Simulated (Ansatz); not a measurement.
# Ligand exchange: C2H5BrSn + C4H9F → C2H5FSn + C4H9Br

Gas-phase species: C2H5BrSn `C[CH2][Sn][Br]`, singlet; C4H9F (1-fluorobutane) `CCCCF`, singlet; C2H5FSn `C[CH2][Sn][F]`, singlet; C4H9Br (1-bromobutane) `CCCCBr`, singlet. The partners trade Br for F: Sn–Br and C–F bonds give way to Sn–F and C–Br.

Shapes, held fixed at every level: PBE0-D4/def2-TZVP. Flexible molecules stand in one conformer, not always the lowest. Programs: Ansatz 0.2.0. The zero-point and thermal change to 298 K, harmonic and unscaled (PBE0-D4/def2-TZVP), is -3.6 kJ/mol.

```
                level                    kind  ΔH(298 K) (kJ/mol)  less CCSD(T)/def2-TZVPP
    PBE-D4/def2-TZVPP                     GGA               +16.8                     +0.4
  B3LYP-D4/def2-TZVPP           global hybrid               +21.2                     +4.8
  BHLYP-D4/def2-TZVPP           global hybrid               +31.1                    +14.7
r2SCAN0-D4/def2-TZVPP           global hybrid               +26.4                    +10.0
   wB97X-V/def2-TZVPP  range-separated hybrid               +17.6                     +1.2
     CCSD(T)/def2-SVP   coupled cluster or CI               +35.5                    +19.1
      CCSD/def2-TZVPP   coupled cluster or CI               +19.7                     +3.3
   CCSD(T)/def2-TZVPP   coupled cluster or CI               +16.4                      0.0
```

The highest level, CCSD(T)/def2-TZVPP, gives ΔH(298 K) = +16.4 kJ/mol; the levels span +16.4 to +35.5. The column of differences is taken from that level and isn't an error. No measured value is set beside it here. For atoms past krypton def2 sets carry core potentials with scalar relativity. Relativity is left out for Br. Outer-core shells of Br, Sn are correlated, in sets that cover them unevenly.

The exchange is endothermic at every level, so in these gas-phase species fluorine favours carbon over divalent tin. Both elements bind fluorine more strongly than bromine. Tin gains from a short, strongly polar Sn–F bond, but this doesn't quite repay the loss of the C–F bond, where compact, well-matched orbitals add strong covalent overlap to the polarity. The modest enthalpy is thus the remainder of two large, opposing bond preferences.

Enlarging the basis in CCSD(T) lowers the result from +35.5 to +16.4 kJ/mol, far more than the triples do at def2-TZVPP, probably because the smaller set describes the more anionic fluorine on tin less well than that on carbon. The sign is therefore better supported than the magnitude, and the closeness of PBE-D4 and wB97X-V to the highest level may be partly fortuitous. With a shift this large between the two sets, convergence to within a few kJ/mol can't be assumed, and a ranking of the functionals would need a basis-set limit.
